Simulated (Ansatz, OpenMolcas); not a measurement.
## GaHCl2O (SMILES [OH][Ga]([Cl])[Cl]): methods side by side

GaHCl2O: 5 atoms, total charge 0, spin state singlet. SMILES: `[OH][Ga]([Cl])[Cl]`. Geometry: relaxed at PBE0-D4/def2-TZVP.

```xyz
5

O     0.2545    1.3546    0.2459
Ga    0.1185   -0.3945    0.0568
Cl    1.5000   -1.6349    1.0577
Cl   -1.4079   -1.2363   -1.1558
H    -0.4152    1.8374   -0.2460
```

Each level gives the energy change with the O1–H5 bond stretched from 0.961 to 1.442 Å (eV). The values are calculated.

```tsv
level	kind	program	value (eV)	less CCSD(T)/def2-SVP	CPU time (all runs)
HF/def2-SVP (restricted)	Hartree–Fock	Ansatz	2.92	+0.60	4.3 s
PBE/def2-SVP (restricted)	GGA	OpenMolcas	2.11	-0.21	38 s
M06-L/def2-SVP (restricted)	meta-GGA	OpenMolcas	2.36	+0.04	46 s
BHLYP/def2-SVP (restricted)	global hybrid	Ansatz	2.61	+0.29	15 s
CAM-B3LYP/def2-SVP (restricted)	range-separated hybrid	Ansatz	2.39	+0.07	15 s
B2PLYP/def2-SVP (restricted)	double hybrid	OpenMolcas	2.33	+0.01	33 s
RPA@PBE/def2-SVP (restricted)	RPA	Ansatz	2.18	-0.14	18 s
MP2/def2-SVP (restricted)	perturbation theory	Ansatz	2.39	+0.07	5.9 s
CCSD(T)/def2-SVP (restricted)	coupled cluster or CI	OpenMolcas	2.32	0.00	2.1 min
CCSD/def2-SVP (restricted)	coupled cluster or CI	Ansatz	2.39	+0.07	24 s
```

CCSD(T)/def2-SVP (restricted) is the highest level here, not the true value. All-electron rows without a relativistic Hamiltonian named are non-relativistic. The first shape isn't each level's own minimum. The values span 2.11 to 2.92 eV. In the correlated wave-function rows the outer d shell of Ga is correlated, in sets not made for it. CPU times are rough (shared hosts, several kinds of processor and program).

Stretching the O–H bond costs most in Hartree–Fock, 0.60 eV above CCSD(T), and least in PBE, 0.21 eV below it. As the bond lengthens, its σ and σ* orbitals approach in energy and left-right correlation grows. A restricted single determinant cannot follow this and keeps too much ionic character, so the stretched structure lies too high. Semilocal exchange mimics part of that correlation, and PBE probably overdoes it here. Replacing much of it with exact exchange, as in BHLYP, moves the result back towards Hartree–Fock. Exchange fraction alone does not set the order, however: M06-L has no exact exchange yet lies close to CCSD(T), as does B2PLYP, where perturbative correlation offsets a large exact-exchange share.

MP2 and CCSD agree at 2.39 eV, and the triples lower the coupled-cluster value only modestly, which suggests that the stretched bond is still within reach of a single-reference treatment. The close matches to CCSD(T) need not survive in a larger basis, since wave-function correlation converges more slowly with basis size than semilocal functionals do.
